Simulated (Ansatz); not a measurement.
## A substitution series on Si: H to F

Gas-phase molecules. On one Si centre, n of the H ligands are replaced by F. The mean Si–F bond length y in Å at PBE0-D4/def2-TZVP. The shapes are optimised at that level. Programs: Ansatz 0.2.0.

| molecule | n | y (Å) |
| --- | --- | --- |
| SiH3F | 1 | 1.600 |
| SiH2F2 | 2 | 1.586 |
| SiHF3 | 3 | ? |
| SiF4 | 4 | 1.562 |

Task: Fit y = c + s·n to the known rows and predict SiHF3.

Result: 
1. Means of the 3 rows: n = 2.33333, y = 1.5827.
2. Σ(Δn)² = 4.6667, Σ(Δn·Δy) = -0.058667, so the slope is -0.058667/4.6667 = -0.012571.
3. Intercept: 1.5827 − (-0.012571) × 2.33333 = 1.6120. The largest residual of the fit is 0.0009.
4. SiHF3: 1.6120 + (-0.012571) × 3 = 1.574 Å.

The run gave 1.573 Å, so the prediction is off by +0.001 Å, at the rounding of the table. The steps per swap are -0.014, -0.013, -0.011 Å.

The Si–F bond shortens with every replacement of H by F, and the withheld SiHF3 fits the same nearly additive pattern. Fluorine draws electron density from silicon, so each further F leaves the centre more positive, contracts its valence orbitals and strengthens the polar attraction to all the fluorines. Bent's rule points the same way: silicon directs p character towards its most electronegative ligands, and as fewer Si–H bonds remain to take up s character, each Si–F bond gains a larger share of it. Donation from fluorine lone pairs into Si–F antibonding orbitals may also contribute, but bond lengths alone can't separate these effects.

The steps, from -0.014 to -0.011 Å, hint at a mild saturation, probably because the fluorines compete for the same electron density and repel one another more as their number grows. The change between steps is small enough that rounding could account for much of it. The straight line is therefore a good interpolation within this series, not evidence that each substituent acts independently, and the shortening by itself doesn't establish a matching rise in bond dissociation energy.
